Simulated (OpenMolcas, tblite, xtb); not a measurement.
## A ladder of methods for AlNH3OF (SMILES [NH2][Al]([OH])[F])

AlNH3OF has 7 atoms, charge 0, and is taken as a singlet. SMILES: `[NH2][Al]([OH])[F]`. Geometry: relaxed at PBE0-D4/def2-TZVP. This is one conformer, not always the lowest.

Each level gives the HOMO–LUMO gap (eV). The values are calculated.

```csv
level,kind,program,value (eV),CPU time
GFN1-xTB,semi-empirical,xtb,4.19,under 2 s
IPEA1-xTB,semi-empirical,tblite,4.38,under 2 s
HF/cc-pVDZ,Hartree–Fock,OpenMolcas,14.18,8.1 s
SVWN5/cc-pVDZ,LDA,OpenMolcas,4.95,21 s
PBE/cc-pVDZ,GGA,OpenMolcas,4.96,30 s
r2SCAN/cc-pVDZ,meta-GGA,OpenMolcas,5.85,39 s
B3LYP/cc-pVDZ,global hybrid,OpenMolcas,6.76,31 s
B2PLYP/cc-pVDZ,double hybrid,OpenMolcas,9.82,22 s
```

The values span 4.19 to 14.18 eV. Orbital gaps aren't excitation energies, and those of double hybrids come from the SCF part alone; they tend to grow with the share of exact exchange. Times are those of the runs behind each value, whatever else they computed, on shared processors of several kinds: orders of magnitude only.

The local and gradient-corrected functionals give almost the same gap, 4.95 and 4.96 eV, so adding density gradients barely changes the frontier separation. r2SCAN raises it to 5.85 eV without any exact exchange, so the exchange fraction alone cannot account for the whole ladder. The much larger Hartree–Fock value probably reflects virtual orbitals that feel the field of all the electrons and so describe an added electron, whereas a local Kohn–Sham potential treats occupied and empty levels alike.

Chemically, the gap probably separates a nitrogen lone pair, nitrogen being the least electronegative of the three donor atoms, from an acceptor level with much aluminium 3p character. Donation from the lone pairs into that formally empty orbital would push the acceptor level up, but only partly quench the Lewis acidity typical of trivalent aluminium. The closeness of the two tight-binding gaps to the semilocal ones is no evidence of accuracy. Nor is basis-set convergence shown, which matters most for Hartree–Fock, where an unbound lowest virtual orbital would drop once diffuse functions were added.
